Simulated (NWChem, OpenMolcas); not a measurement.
A ladder of methods for PF3 (phosphorus trifluoride)

The species is PF3 (4 atoms), meant as a singlet with charge 0. SMILES: `FP(F)F`. The shape is that of a PBE0-D4/def2-TZVP optimisation.

Each level gives the dipole moment (D). The values are calculated.

```tsv
level	kind	program	value (D)	CPU time
HF/6-311+G**	Hartree–Fock	NWChem	1.65	13 s
PBE/6-311+G**	GGA	OpenMolcas	1.18	22 s
revPBE/6-311+G**	GGA	OpenMolcas	1.15	22 s
TPSS/6-311+G**	meta-GGA	NWChem	1.18	12 s
B3LYP/6-311+G**	global hybrid	NWChem	?	12 s
BHLYP/6-311+G**	global hybrid	OpenMolcas	?	24 s
M06-2X/6-311+G**	hybrid meta-GGA	OpenMolcas	1.49	28 s
wB97X/6-311+G**	range-separated hybrid	NWChem	1.41	48 s
```

Question: Estimate the missing values from the other rows.

Answer: As computed at these levels: B3LYP/6-311+G**: 1.40 D; BHLYP/6-311+G**: 1.55 D. Measured: 1.03 D (NIST CCCBDB). Nearest: revPBE/6-311+G** (+0.12 D); farthest: HF/6-311+G** (+0.62 D). The measured dipole is a vibrational average, so differences of a few hundredths of a debye mean little. Computed less measured by kind, in D (6-311+G** rows): Hartree–Fock +0.62; GGA +0.12 to +0.15; meta-GGA +0.15; global hybrid +0.37 to +0.52; range-separated hybrid +0.38. CPU times are rough (shared hosts, several kinds of processor): they show what a rung costs within a factor of a few.

Every level makes PF3 too polar, and the dipole broadly grows with the share of exact exchange, from 1.15-1.18 D for the semilocal functionals to 1.65 D for Hartree–Fock. M06-2X breaks the strict order, falling below BHLYP despite a slightly larger share. The moment is a balance between strongly polar P–F bonds, with negative fluorine, and the opposing phosphorus lone pair. Exact exchange holds more charge on fluorine, whereas semilocal functionals let it spread back towards phosphorus, as does the correlation missing from Hartree–Fock.

That even the semilocal values are too high suggests a shared error from the basis. A single set of d functions on phosphorus poorly describes its polarisation and the back-donation from fluorine lone pairs into P–F antibonding orbitals, which probably leaves the bonds too ionic. The close agreement of revPBE may therefore owe much to cancelling errors, and the ranking doesn't establish that semilocal functionals give the better density for this molecule.
